# The two-region MESFET and its finite output conductance

A uniformly doped n-channel has donor density $N$, thickness $a$, width $W$ and permittivity $\varepsilon$, under a gate of length $L$. Let $x$ run from source to drain and $y$ from the gate ($y=0$) to the channel floor ($y=a$). $V$ is the channel potential relative to the source and $E=dV/dx$ the field magnitude. The drift velocity is $v=\mu E$ below $E_s$ and $v_s=\mu E_s$ above it. The model of Pucel, Haus and Statz (1975) then needs one unknown and one Laplace mode.

## Region I: constant mobility

A depletion depth $ua$ drops the potential $V_pu^2$, with $V_p=qNa^2/2\varepsilon$. At the source $u=s$, with $s^2=(V_{bi}-V_{GS})/V_p$ and built-in potential $V_{bi}$, so $V=V_p(u^2-s^2)$. The current is $I_D=qN\mu aW(1-u)\,dV/dx$.

**Predict:** the field reaches $E_s$ at $x=L_1$, where $u=p$. What are $I_D$ and $L_1$?

At that point $I_D=I_0(1-p)$, with $I_0=qNv_saW$. Integrating $I_D\,dx$ with $dV=2V_pu\,du$ and dividing by $I_D$ gives

$$L_1=\frac{V_p}{E_s}\,\frac{p^2-s^2-\tfrac23(p^3-s^3)}{1-p}.$$

## Region II: saturated velocity

Over $L_2=L-L_1$ both $v$ and $I_D$ are fixed, so the electron charge per unit length is fixed. The model freezes the whole charge profile at its form at $L_1$.

**Predict:** which equation does the additional potential $\phi$ obey?

It has no source, so $\nabla^2\phi=0$. It vanishes on the gate and at $\xi=x-L_1=0$. At the floor $\partial_y\phi=0$, which is exact for the mid-plane of a symmetric double-gate JFET and an assumption for a MESFET on a substrate. The modes are $\sin(k_ny)\sinh(k_n\xi)$ with $k_n=(2n+1)/\ell$ and $\ell=2a/\pi$. Keep $n=0$ and set $\partial_x\phi=E_s$ at $\xi=0$, $y=a$. The amplitude is $V_0=\ell E_s$, and with $\theta=L_2/\ell$

$$V_{DS}=V_p(p^2-s^2)+\frac{2aE_s}{\pi}\sinh\frac{\pi L_2}{2a}.$$

Call the last term $V_{II}=V_0\sinh\theta$. Each $p$ gives $L_1$, $L_2$, $V_{DS}$ and $I_D$ explicitly.

**Predict:** does $p$ rise or fall as $V_{DS}$ grows in saturation?

It falls. More voltage needs a longer $L_2$, hence a shorter $L_1$, and $dL_1/dp=2pV_p/E_s+L_1/(1-p)>0$. The opening $1-p$ widens and the current rises. At fixed $V_{GS}$, $dV_{DS}/dp=2V_pp-E_s\cosh\theta\,dL_1/dp$ and $dI_D/dp=-I_0$, so

$$g_d=\frac{I_0}{2V_pp(\cosh\theta-1)+E_sL_1\cosh\theta/(1-p)}.$$

At onset ($\theta=0$, $L_1=L$) this is $I_D/(E_sL)=qN\mu aW(1-p)/L$, which equals the slope of the unsaturated characteristic, so the curve has no kink. For $E_sL\gg V_p$ the onset moves to $p\to1$ and this slope vanishes, as in the constant-mobility pinch-off model.

## Numbers for a 1 µm GaAs gate

The static dielectric constant is the compiled value 12.87 (Rakita 2019). Assumed inputs: $N=10^{23}$ m$^{-3}$, $a=0.2$ µm, $L=1$ µm, $W=300$ µm, $V_{GS}=0$. Typical inputs: $V_{bi}=0.8$ V, $\mu=0.45$ m$^2$/(V s), $E_s=3\times10^5$ V/m.

Then $v_s=1.35\times10^5$ m/s, $V_p=2.812$ V, $s=0.5334$, $V_p/E_s=9.37$ µm, $\ell=127$ nm, $V_0=38.2$ mV and $I_0=129.8$ mA. The first row solves the cubic $L_1=L$, and in the others $p$ is chosen. Entries are the model's, from unrounded intermediates.

| $p$ | $L_2$ (µm) | $\theta$ | $V_{DS}$ (V) | $I_D$ (mA) | $g_d$ (mS) |
|---|---|---|---|---|---|
| 0.617 | 0 | 0 | 0.271 | 49.7 | 166 |
| 0.60 | 0.235 | 1.84 | 0.330 | 51.9 | 14 |
| 0.58 | 0.487 | 3.82 | 1.02 | 54.5 | 1.6 |
| 0.57 | 0.605 | 4.75 | 2.33 | 55.8 | 0.65 |
| 0.56 | 0.719 | 5.65 | 5.50 | 57.1 | 0.28 |

The current saturates near $E_sL=0.3$ V, far below $V_p$, with the channel wide open. It can never exceed $I_0(1-s)=60.6$ mA.

**Predict:** how does $g_d$ scale with voltage for $\theta\gg1$?

There $\cosh\theta\approx\cosh\theta-1\approx V_{II}/V_0$, and

$$g_d\approx\frac{I_0\,\ell}{V_{II}\,dL_1/dp}.$$

Since $L_2$ grows as $\ell\ln V_{II}$, $g_d$ falls roughly as $1/V_{II}$. At $p=0.57$, $V_{II}=2.22$ V and this form gives 0.64 mS.

## One mode against all modes

The general solution is $\phi=\sum_nB_n\sin(k_ny)\sinh(k_n\xi)/\sinh(k_nL_2)$, with $B_n$ fixed by the potential profile at the drain end of the gate. The one-mode result solves the boundary problem exactly when that profile is $\sin(\pi y/2a)$.

**Predict:** what changes if the profile is instead a uniform $V_{II}$?

Now $B_n=4V_{II}/[\pi(2n+1)]$, and the field condition reads

$$E_s=\frac{4V_{II}}{\pi\ell}\sum_n\frac{(-1)^n}{\sinh[(2n+1)\theta]}.$$

The second term is smaller than the first by the factor $1/(4\sinh^2\theta+3)$, or $7\times10^{-5}$ at $p=0.57$. Away from onset only the prefactor changes, to $V_{II}=(\pi/4)V_0\sinh\theta$. At given $V_{II}$ this lengthens $L_2$ by $\ell\ln(4/\pi)=31$ nm. The slope $dV_{II}/dL_2\approx V_{II}/\ell$ is independent of the prefactor, so the asymptotic form of $g_d$ survives.

## What the frozen profile neglects

At the drain end for $p=0.57$, the transverse field of $\phi$ at the channel edge is $E_s\cos(\pi p/2)\sinh\theta=11$ MV/m. The field $qNa(1-p)/\varepsilon$ that presses all the electrons against the floor is 12 MV/m, so strong compression is expected. With the electrons collapsed to a sheet at $y=a$, the one-dimensional drop from gate to floor is $V_p(2p-1)$ in place of $V_pp^2$, lower by $V_p(1-p)^2=0.52$ V. That is 23 per cent of $V_{II}$, and it sets the scale of the uncertainty in $g_d\propto1/V_{II}$.

The model's $g_d/W$ at 2.33 V is 2.2 S/m. As typical knowledge, not a measurement, 1 µm GaAs MESFETs show of order 10 S/m at microwave frequencies, so the model falls low by a factor of several. It omits current through the buffer and substrate, trap-related dispersion, and the negative differential mobility of GaAs above the velocity peak.